A thin slab of hafnium nitride has five planes of Hf alternating with four of N, so both faces end in Hf. The table gives its levels closest to the Fermi level at points of the surface zone, from a density-functional calculation with spin-orbit coupling. Here b1 and b2 are the nearest levels below the Fermi level and a1 is the nearest above. In every row b2 repeats b1, because time reversal and the inversion symmetry of the slab pair the levels, so b2 adds no information. The outer orbital weight is the share of a level that lies on the two outermost planes of each face, one of Hf and one of N, added over both faces.

Kohn-Sham levels of a relaxed nine-plane HfN(111) slab, Hf on both faces, from Ansatz 0.2.0 (PBEsol with spin-orbit coupling, PAW, 420 eV plane-wave cutoff, Gamma-centred 12x12x1 k mesh, 0.1 eV Gaussian smearing, dipole correction). Weights are Loewdin shares on the two outer planes of both faces together, averaged over levels within 1.5 meV and not renormalised.

```tsv
point label	point a (reciprocal cell vectors)	point b (reciprocal cell vectors)	level b1 from the Fermi level (eV)	outer orbital weight b1	level b2 from the Fermi level (eV)	outer orbital weight b2	level a1 from the Fermi level (eV)	outer orbital weight a1
M	0.5000	0.0000	-0.490	0.520	-0.490	0.520	0.290	0.780
between	0.4167	0.0000	-0.070	0.860	-0.070	0.860	0.100	0.860
between	0.3333	0.0000	-0.200	0.550	-0.200	0.550	1.150	0.590
between	0.2500	0.0000	-0.910	0.860	-0.910	0.860	0.090	0.580
between	0.1667	0.0000	-0.600	0.540	-0.600	0.540	0.340	0.560
between	0.0833	0.0000	-0.010	0.400	-0.010	0.400	0.170	0.290
G	0.0000	0.0000	-0.190	0.160	-0.190	0.160	0.070	0.180
between	0.0556	0.0556	-0.350	0.240	-0.350	0.240	0.050	0.590
between	0.1111	0.1111	-0.300	0.350	-0.300	0.350	0.340	0.510
between	0.1667	0.1667	-0.710	0.740	-0.710	0.740	0.030	0.500
between	0.2222	0.2222	-0.510	0.680	-0.510	0.680	0.150	0.530
between	0.2778	0.2778	-0.120	0.770	-0.120	0.770	0.540	0.380
K	0.3333	0.3333	-0.050	0.820	-0.050	0.820	0.150	0.840
between	0.3611	0.2778	-0.030	0.820	-0.030	0.820	0.110	0.830
between	0.3889	0.2222	-0.910	0.720	-0.910	0.720	0.000	0.780
between	0.4167	0.1667	-0.020	0.610	-0.020	0.610	0.190	0.840
between	0.4444	0.1111	-0.210	0.520	-0.210	0.520	0.220	0.830
between	0.4722	0.0556	-0.410	0.520	-0.410	0.520	0.260	0.800
```

**(a) Where in the surface zone does a1 sit most on the faces?**

*Solution.* It does so along the zone edge from K to M, where about four fifths of the level lies on the outer planes. In the other rows the average is about one half, close to the 4/9 of a state spread evenly over all nine atoms. The smallest weight, 0.18, is found at the zone centre G. One row off the edge, at (0.4167, 0), reaches 0.86.

**(b) How large must a weight be before it points to a state held by the faces?**

*Solution.* Near the Fermi level the states are expected to be mainly Hf 5d, so leave out N and take the five Hf planes as a chain of equal sites, each with one orbital coupled to its neighbours. Its standing waves have amplitude $\sqrt{1/3}\,\sin(n\pi j/6)$ on plane $j$, with $n=1$ to $5$. The two end planes together hold $\tfrac{2}{3}\sin^2(n\pi/6)$, which is at most $2/3$, reached at $n=3$.

In 12 of the 18 rows at least one of b1 and a1 exceeds this ceiling, though one b1 level, at 0.68, barely does. Nothing was fitted, and the chain is only a yardstick: half of the levels below the ceiling lie more than 0.055 from each of its allowed weights. The printed analysis after this text gives the comparison.

**(c) What can hold a state at an Hf face?**

*Solution.* An Hf atom inside the slab has six N neighbours, and one in the outermost plane has three. Mixing with the lower-lying N 2p orbitals pushes the Hf 5d levels up, so an outer atom should feel less of this push. Its d level is then shifted by some energy $\Delta$ from those inside.

Let $t$ be the coupling between neighbouring planes, and let the amplitude change by a factor $r$ per plane going inwards. Inside a thick chain the energy, counted from the inner site level, is $t(r+1/r)$; at the end plane it is $\Delta+tr$. Equating the two gives $r=t/\Delta$, so in this chain the state dies away inwards only if the shift is larger than the coupling. Real Hf atoms have several d orbitals, and mixing among them can also bind a state at a cut face, even without a shift.

The orbital populations of the same calculation confirm that the outer Hf differs from the next one: it has about 0.4 electron more in 6s and 0.1 less in 5d. They do not measure $\Delta$, so the shift itself remains an argument from bonding.

**(d) Why is the zone edge favoured over G?**

*Solution.* Each Hf atom touches three Hf atoms in the next Hf plane, and through these contacts the coupling $t$ is a sum of three contributions with phases set by the point in the zone. Paths through the N atoms add to it but are left out here. For an orbital that is round about the surface normal, the three add fully at G. At M two of them cancel and one is left. At K the phases are 120° apart and the sum is zero.

Weak coupling between planes makes it easy for a given shift to bind a state, which fits weights above 0.8 at K and below 0.2 at G. Real d orbitals bring phases of their own, so the rule is not strict: b1 has a weight of 0.86 at (0.25, 0), where this sum is still large, and only 0.52 at M, where it is small. At G, part of the low weight may also come from charge that spills into the vacuum and is not counted.

**(e) Is the 0.2 eV between b1 and a1 at K a spin-orbit splitting?**

*Solution.* It may be, but coupling between the two faces or two different orbitals could also produce it. The same slab computed without spin-orbit coupling would help to decide.

At M the separation is 0.78 eV, and there spin-orbit coupling cannot split the two spin states of a single face, because time reversal keeps them together. The unequal weights, 0.52 and 0.78, also point to two different bands.

**(f) What would a thicker slab change?**

*Solution.* With seven Hf planes the ceiling of the uniform chain drops from 2/3 to 1/2, because a standing wave spreads over more planes. A state bound to the faces would keep its weight, while a resonance, which mixes with states of the interior, would share it among more levels. The present slab alone cannot tell the two apart, so a thicker one would make the test sharper.

**(g) Which digits can be trusted?**

*Solution.* For the weights, the first digit carries the message. The run also warned that the exchange-correlation potential is rough where the density is thin, which chiefly concerns levels that spill into the vacuum. For the energies, the sign is the weak point: a shift of the Fermi level by only 0.05 eV could move a level across it in 7 of the 18 rows. Nor does a column follow one band. At (0.3889, 0.2222) b1 drops to −0.91 eV while a1 stands at zero, most likely because a band has just crossed the Fermi level.

The same caution applies to HfN as a gate or contact metal. These levels belong to a bare Hf face, and bonding to a dielectric or semiconductor would change them.

Numerical output:

```
outer share of an evenly spread state, 4 of 9 atoms: 0.4444
chain model, smallest outer share of a standing wave: 0.1667
chain model, middle outer share: 0.5
chain model, largest outer share (ceiling): 0.6667
same ceiling for a thicker slab with seven Hf planes: 0.5
number of b1 levels above the ceiling (of 18): 8
number of a1 levels above the ceiling (of 18): 8
rows with at least one of the two above the ceiling: 12
smallest b1 weight that still exceeds the ceiling: 0.68
levels b1 and a1 below the ceiling: 20
of these, levels more than 0.055 away from every chain value: 10
mean a1 weight on the zone edge K-M (7 rows): 0.8143
mean a1 weight on the other 11 rows: 0.5064
lowest a1 level on the zone edge, eV: 0
highest a1 level on the zone edge, eV: 0.29
separation of a1 and b1 at K, eV: 0.2
separation of a1 and b1 at M, eV: 0.78
largest separation of a1 and b1 in any row, eV: 1.35
rows where a Fermi level shift of 0.05 eV could swap a label: 7
extra electrons per face by ionic counting: 1.5
outer less next Hf, 6s electrons: 0.39
outer less next Hf, 5d electrons: -0.131
outer less next Hf, 6s and 5d electrons together: 0.259
```
